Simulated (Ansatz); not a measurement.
# VO₃: the change of pressure and energy above lowest point with volume per atom

Equation of state of a cubic crystal from periodic Kohn-Sham density functional theory without spin; pressure corrected for the finite basis. The results are calculated, by Ansatz 0.2.0 development build.

Cell of the first row (space group Pm-3m, No. 221):
```
VO3
1.0
      3.6150     0.0000     0.0000
      0.0000     3.6150     0.0000
      0.0000     0.0000     3.6150
V O
1 3
Direct
  0.00000 0.00000 0.00000
  0.50000 0.00000 0.00000
  0.00000 0.50000 0.00000
  0.00000 0.00000 0.50000
```

Settings of every row: formula VO3; structure type ReO3; functional PBE; spin treatment none; k mesh 29x29x29; occupation method fermi-dirac; occupation width 0.061225619 eV; wave cutoff 420 eV; datasets soft-1 PAW; density cutoff ratio 4.

Limits: a cubic model structure, not a phase known at ambient conditions; no spin polarisation, a magnetic state may lie lower.

```
row  volume per atom (Å³)  pressure (GPa)  energy above lowest point (meV/atom)
  1                11.811           13.14                                 29.68
  2                12.062               ?                                     ?
  3                12.313           4.038                                  3.26
  4                12.565           0.181                                     0
  5                12.816          -3.275                                  2.47
  6                13.067          -6.371                                 10.08
  7                13.318          -9.145                                 22.29
```

Question: what pressure and energy above lowest point should row 2 give?

Worked fit of pressure. Take u = (V_r/V)^(2/3) − 1 with V_r = 12.691 Å³ an atom, which is twice the finite (Eulerian) strain; such expansions in the strain, on which the Birch-Murnaghan equation of state is built, carry the rest volume and the bulk modulus. The shown rows have u = 0.04907, 0.02036, 0.00667, -0.00651, -0.01928, -0.03164. Least squares give pressure = −1.6025 + 261.51 × u + 754.75 × u² + 783.2 × u³ GPa; a parabola predicts inner rows, each left out in turn, worse (root mean square 0.017 against 0.0082 GPa). The rows lie off it by 0.000, -0.003, 0.005, -0.002, -0.002, 0.001 (root mean square 0.0027 GPa). The pressure vanishes at u = 0.0060, or V = 12.58 Å³ an atom, and there the bulk modulus at fixed shape and fractions is B = −V dP/dV = (2/3)(1 + u) dP/du = 182 GPa. The withheld row has u = 0.03447, so the fit gives −1.6025 + 261.51 × (0.03447) + 754.75 × (0.03447)² + 783.2 × (0.03447)³ = 8.341 GPa.

The calculation gave 8.341 GPa. The fit meets it to the printed digit.

Worked fit of energy above lowest point. Take u = (V_r/V)^(2/3) − 1 with V_r = 12.691 Å³ an atom, which is twice the finite (Eulerian) strain; such expansions in the strain, on which the Birch-Murnaghan equation of state is built, carry the rest volume and the bulk modulus. The shown rows have u = 0.04907, 0.02036, 0.00667, -0.00651, -0.01928, -0.03164. Least squares give energy above lowest point = 0.563 − 190.51 × u + 15796.8 × u² + 3630 × u³ meV/atom; a parabola predicts inner rows, each left out in turn, worse (root mean square 0.073 against 0.0066 meV/atom). All shown rows lie on it to the printed digit. Its lowest point lies at u = 0.0060, or V = 12.58 Å³ an atom, and the curvature there gives the bulk modulus at fixed shape and fractions, B = (4/9)(1 + u)² E″(u)/V = 182 GPa. The withheld row has u = 0.03447, so the fit gives 0.563 − 190.51 × (0.03447) + 15796.8 × (0.03447)² + 3630 × (0.03447)³ = 12.91 meV/atom.

The calculation gave 12.9 meV/atom. The fit lies 0.01 meV/atom (0.034 % of the column's range) above it, one unit of the last digit.
